Solution key: transformation of two-electron integrals, exact and factorised

Conventions. N basis functions μ, ν, λ, σ; O doubly occupied orbitals i, j; V = N − O virtual orbitals a, b; C is the matrix of orbital coefficients. Work W is counted in multiply-add operations on dense real arrays, without permutational or spatial symmetry, without screening, and without the evaluation of the basis-function integrals. One stored number occupies 8 bytes; 1 MB = 10⁶ bytes. Assumed inputs: spherical cc-pVDZ has 14 functions on C and on F and 5 on H, so benzene has N = 114, O = 21, V = 93, and the etch gas CF₄ has N = 70, O = 21, V = 49, all electrons correlated.

Part (a). Work of the quarter transformation

The target is (pq|rs) = Σ C_μp C_νq C_λr C_σs (μν|λσ), summed over μ, ν, λ, σ. Evaluated as written, each of N⁴ results needs N⁴ terms, N⁸ in all, counting one multiply-add per term and not the products of coefficients. Each coefficient carries only one summed index, so the sums nest:

(pν|λσ) = Σ_μ C_μp (μν|λσ), (pν|rσ) = Σ_λ C_λr (pν|λσ), (pq|rσ) = Σ_ν C_νq (pν|rσ), (pq|rs) = Σ_σ C_σs (pq|rσ).

Each step fills N⁴ elements with a sum of length N, which gives 4N⁵. For benzene N⁸ = 2.85×10¹⁶ and 4N⁵ = 7.70×10¹⁰, a ratio N³/4 = 3.70×10⁵.

If the target indices have ranges n₁ to n₄ in the order of transformation, step t fills n₁···n_t N^(4−t) elements and costs n₁···n_t N^(5−t). Ascending ranges minimise every partial product at once. For (ia|jb) the best order is therefore i, j, a, b:

W_A = O N⁴ + O² N³ + O² V N² + O² V² N.

Benzene, in units of 10⁹: 3.547 + 0.653 + 0.533 + 0.435 = 5.168. The order i, a, j, b costs 7.408×10⁹; the order a, b, i, j costs 3.13×10¹⁰, which is 6.1 times the best; the unnested sum O²V²N⁴ costs 6.44×10¹⁴. The first step is the largest, with 69 % of the total, and each later step is smaller than its predecessor by O/N, V/N and V/N. It dominates outright only for O ≪ N: in CF₄, W_A = 8.35×10⁸ and the share is 60 %. Discarding virtual orbitals touches only steps 3 and 4 and can save at most 19 % in benzene.

Part (b). Memory and accuracy of the quarter transformation (method A)

The full basis-function tensor takes 8N⁴ bytes = 1.35 GB for benzene and the first intermediate 8ON³ bytes = 249 MB. Neither has to be held. In steps 1 and 2 the indices ν, σ are spectators, so one N × N block in (μ, λ) is generated, reduced to O × O and discarded. In steps 3 and 4 the indices i, j are spectators, and each N × N block is overwritten. The stored array is (iν|jσ) with O²N² numbers, 45.8 MB.

The nesting is an identity, so within a basis only rounding remains. A sum of n products has, to first order in the unit roundoff u = 2⁻⁵³, an error bounded by n·u times the sum of the magnitudes of the terms. Four nested sums give 4N·u = 5.1×10⁻¹⁴, and one flat sum gives N⁴·u = 1.9×10⁻⁸, both relative to Σ|C C C C (μν|λσ)|. Rounding in method A is negligible below; its deviation from the exact answer is set by N alone.

Part (c). The alternative: factorised integrals

Expand each product density in M real auxiliary functions P, fitted in the metric J_PQ = (P|Q) of the interaction itself. Then (ia|jb) ≈ Σ_P B^P_ia B^P_jb with B^P_ia = Σ_Q (J^(−1/2))_PQ (Q|ia). The fit is an orthogonal projection in this metric, so the cross terms between fitted part and residual vanish and the omitted piece is (Δρ_ia|Δρ_jb), bilinear in the fitting residuals Δρ. The steps are two half transformations of (Q|μν), the metric step and the assembly:

W_F = M O N² + M O V N + M² O V + M O² V².

Forming J^(−1/2) costs a number of order M³; M³ is below 1 % of W_F in every row of the table and is left out. With one N × N block per P, and an energy accumulated pair by pair, the stored arrays are B and J, with MOV + M² numbers. Scratch of order N² is omitted for both methods; N² is 17 % of the smallest entry of the table and less of the others.

Part (d). The solvable model

Electrons move on a ring with orbitals exp(ikθ)/√(2π), k an integer. The O = 21 orbitals with |k| ≤ L = 10 are occupied. The basis spans |k| ≤ K, so N = 2K + 1 and V = 2D with D = K − L; the basis functions are any N real localised combinations, which a general program treats as dense. The interaction is

v(φ) = U Σ_(q≠0) exp(iqφ)/q² = U (π²/3 − πφ + φ²/2) for 0 ≤ φ ≤ 2π, with φ = θ − θ′.

Occupied levels are assigned the energy 0 and virtual levels Δ. The target is the opposite-spin second-order expression E = −Σ |(ai|bj)|²/(2Δ) over i, j, a, b. With flat levels it is unchanged by rotations among the occupied or among the virtual orbitals, so real cosine and sine orbitals give the same value and the real counts apply.

The angular integrals give (ai|bj) = U/q² when a − i = j − b = q, and zero otherwise. For q > 0 the pairs with a = i + q need L < i + q ≤ K and |i| ≤ L. Their number is

n_K(q) = min(q, O, D, K + L + 1 − q) for 1 ≤ q ≤ K + L,

and the pairs with b = j − q are equally many by reflection. The transfers q and −q contribute equally, so

E = −(U²/Δ) S, S = Σ_(q≥1) n_K(q)²/q⁴.

In the complete basis n(q) = min(q, 21). With ψ₁ and ψ₃ the polygamma functions,

S∞ = Σ_(q=1..21) q⁻² + 441 Σ_(q≥22) q⁻⁴ = π²/6 − ψ₁(22) + 441 ψ₃(22)/6 = 1.644934 − 0.046503 + 0.014775 = 1.613206.

For the assumed values U = 4.0×10⁻¹⁹ J and Δ = 1.6×10⁻¹⁸ J the model's exact energy is −1.613×10⁻¹⁹ J. The relative error δ = 1 − S/S∞ does not depend on U or Δ.

The auxiliary set cos qθ, sin qθ with 1 ≤ q ≤ m has M = 2m members and a diagonal metric, so fitting cuts the sum for S at q = m. The metric step is still charged at its dense cost. At m = K + L the factorised result equals that of method A.

Part (e). How the error falls

For D ≥ 21 and m ≥ D all transfers up to D are complete, and

S∞ δ = 441 Σ_(q>D) q⁻⁴ − Σ_(q=D+1..m) (K + 11 − q)²/q⁴.

The midpoint rule gives Σ_(q>D) q⁻⁴ ≈ 1/[3(D + ½)³], so for m = D, δ ≈ 91.1/(K − 9.5)³ with 91.1 = O²/(3S∞). For method A the second sum runs over n = 20 down to 1 and is worth Σ n²/441 = 6.51 complete terms when the variation of q⁻⁴ across them is ignored; this gives δ ≈ 91.1/(K − 3.0)³. At K = 106 the estimate is 8.34×10⁻⁵ against the summed 8.45×10⁻⁵.

The choice of m follows from margins. The leading work is proportional to m D². Raising m by one costs the fraction 1/m and gains n²/q⁴. Raising K and m together costs about 3/m, when D and m are large and comparable, and gains about O²/q⁴. It pays to extend m while n² > O²/3, that is n > 12.1, which places m near K − 1. Two variants are tabulated: B with m = K, close to this estimate, and C with m = D, which keeps complete transfers only.

At large K, W_A → 16 O K⁴ = 336 K⁴ and W_B → (8O² + 24O) K³ = 4032 K³. Since K ∝ δ^(−1/3), the work grows as δ^(−4/3) for A and as δ⁻¹ for B and C. The memory grows as K² ∝ δ^(−2/3) for all three.

Part (f). Table

The errors are the finite sums evaluated in full with n_K(q).

K | N | method | δ | W | memory/MB
21 | 43 | A | 1.96×10⁻² | 1.34×10⁸ | 6.5
21 | 43 | B | 2.03×10⁻² | 1.22×10⁷ | 0.17
21 | 43 | C | 3.42×10⁻² | 6.21×10⁶ | 0.085
31 | 63 | A | 4.91×10⁻³ | 5.64×10⁸ | 14.0
31 | 63 | B | 5.09×10⁻³ | 6.02×10⁷ | 0.47
31 | 63 | C | 9.16×10⁻³ | 4.01×10⁷ | 0.31
41 | 83 | A | 1.82×10⁻³ | 1.58×10⁹ | 24.3
41 | 83 | B | 1.89×10⁻³ | 1.68×10⁸ | 0.91
41 | 83 | C | 2.91×10⁻³ | 1.26×10⁸ | 0.68
56 | 113 | A | 6.42×10⁻⁴ | 5.00×10⁹ | 45.0
56 | 113 | B | 6.62×10⁻⁴ | 4.97×10⁸ | 1.83
56 | 113 | C | 9.06×10⁻⁴ | 4.05×10⁸ | 1.49
106 | 213 | A | 8.45×10⁻⁵ | 5.48×10¹⁰ | 160.1
106 | 213 | B | 8.62×10⁻⁵ | 4.01×10⁹ | 7.20
106 | 213 | C | 1.01×10⁻⁴ | 3.62×10⁹ | 6.49

The row K = 56 is one function short of the benzene dimensions. There B raises δ by 3 % over A, because the basis-set error is already present and the dropped transfers have n ≤ 10, while it needs 10 times less work.

Part (g). Cheapest choice for a stated accuracy, among the rows

δ ≤ 10⁻²: C at K = 31, W = 4.01×10⁷. Method A needs K = 31 and 14 times the work.
δ ≤ 10⁻³: C at K = 56, W = 4.05×10⁸. Method A needs K = 56 and 12 times the work.
δ ≤ 10⁻⁴: B at K = 106, W = 4.01×10⁹; C misses with 1.01×10⁻⁴. Method A needs 14 times the work.

The first two wins of C come from the coarse grid in K. As W ∝ δ⁻¹, the product δ·W ranks B and C, and at K = 56 it is 3.3×10⁵ for B and 3.7×10⁵ for C. With K free, B first meets 10⁻³ at K = 50, where δ = 9.63×10⁻⁴ and W = 3.37×10⁸, 17 % below the tabulated choice.

Part (h). Best choice inside a stated budget, among the rows

W ≤ 10⁸: B at K = 31, δ = 5.09×10⁻³; no row of A fits.
W ≤ 10⁹: B at K = 56, δ = 6.62×10⁻⁴; A reaches K = 31, with an error 7.4 times larger.
W ≤ 10¹⁰: B at K = 106, δ = 8.62×10⁻⁵; A reaches K = 56, with an error 7.5 times larger.
Memory ≤ 10 MB: B at K = 106; A fits only K = 21, with δ = 1.96×10⁻².

Part (i). Transfer to molecules

The errors above are the model's. The operation counts hold for any system, but the rank does not: momentum conservation on the ring makes M ≈ N sufficient. A typical fitting set for benzene in cc-pVDZ has M = 420, or 3.7 N. Then W_F = 2.15×10⁹ and the memory is 8.0 MB; M³ is 3 % of W_F. The gain over W_A = 5.168×10⁹ is a factor 2.4, so the model's factor 10 overstates the typical gain about fourfold. For CF₄ with an assumed M = 280, W_F = 4.26×10⁸ and the factor is 2.0. Setting W_F = W_A for benzene gives a quadratic in M with the root M = 862, or 7.6 N; above that rank the quarter transformation is the cheaper in these counts.

Two omitted items rival these molecular ratios. Permutational symmetry lowers individual steps of both methods by factors of about two, which leaves the order of the methods in the table intact but can move a ratio near 2 appreciably. The number of basis-function integrals to be evaluated is N⁴ against MN² in the unsymmetrised count, a ratio N²/M = 31 for benzene in favour of the factorised form. Method A remains the choice when (ia|jb) must be free of fitting residuals, as in a reference for testing an auxiliary set, or when the required rank passes the break-even value; it should then run in the order i, j, a, b with the O²N² array as its only large store.